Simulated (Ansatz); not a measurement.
A series in volume scale on WC

Free energy against uniform scaling of the volume at fixed shape and fractions; periodic cell, basis, potentials, k mesh and filling as listed. The results are calculated, by Ansatz 0.2.0.

The cell before it is scaled or strained (space group Fm-3m, No. 225):
```
CELL_PARAMETERS angstrom
0.00000 2.20000 2.20000
2.20000 0.00000 2.20000
2.20000 2.20000 0.00000
ATOMIC_POSITIONS crystal
W 0.00000 0.00000 0.00000
C 0.50000 0.50000 0.50000
```

Settings of every row: functional PBEsol; dispersion none; potentials PAW; wave cutoff 500 eV; density cutoff 2000 eV; k mesh 11x11x11; k shift 0x0x0; occupations methfessel paxton; smearing width 0.1 eV; spin none.

Limits: coarse k mesh, up to 40 meV an atom off; no spin-orbit coupling, which can matter with elements this heavy; the cell comes from a prototype or a list of computed structures and needn't be the stable phase.

| row | volume scale | V (Å³/atom) | energy above lowest point (meV/atom) | pressure (GPa) |
| --- | --- | --- | --- | --- |
| 1 | 0.9406 | 10.016 | ? | ? |
| 2 | 0.9703 | 10.332 | 0 | -2.76 |
| 3 | 1 | 10.648 | 16.2 | -13.42 |
| 4 | 1.0297 | 10.964 | 51.9 | -22.47 |
| 5 | 1.0594 | 11.28 | 104 | -30.14 |

Question: what energy above lowest point and pressure should row 1 give?

Worked fit of energy above lowest point. Take u = (V_r/V)^(2/3) − 1 with V_r = 10.806 Å³ an atom, which is twice the finite (Eulerian) strain; such expansions in the strain, on which the Birch-Murnaghan equation of state is built, carry the rest volume and the bulk modulus. The shown rows have u = 0.03036, 0.00987, -0.00963, -0.02821. Least squares give energy above lowest point = 31.82 − 1831.7 × u + 25798 × u² meV/atom; a straight line predicts inner rows, each left out in turn, worse (root mean square 14 against 0.11 meV/atom). The rows lie off it by 0.0, -0.1, 0.0, 0.0. The withheld row has u = 0.05191, so the fit gives 31.82 − 1831.7 × (0.05191) + 25798 × (0.05191)² = 6.3 meV/atom.

The calculation gave 6.6 meV/atom. The fit lies 0.3 meV/atom (4.5 % of the value, 0.29 % of the column's range) below it; its largest miss of a shown row is 0.1 meV/atom. This row lies beyond the range of the fit.

Worked fit of pressure. Take u = (V_r/V)^(2/3) − 1 with V_r = 10.806 Å³ an atom, which is twice the finite (Eulerian) strain; such expansions in the strain, on which the Birch-Murnaghan equation of state is built, carry the rest volume and the bulk modulus. The shown rows have u = 0.03036, 0.00987, -0.00963, -0.02821. Least squares give pressure = −18.132 + 464.44 × u + 1377.2 × u² GPa; a straight line predicts inner rows, each left out in turn, worse (root mean square 0.75 against 0.014 GPa). The rows lie off it by 0.00, -0.01, 0.01, 0.00. The withheld row has u = 0.05191, so the fit gives −18.132 + 464.44 × (0.05191) + 1377.2 × (0.05191)² = 9.69 GPa.

The calculation gave 9.81 GPa. The fit lies 0.12 GPa (1.2 % of the value, 0.3 % of the column's range) below it; its largest miss of a shown row is 0.01 GPa. This row lies beyond the range of the fit.
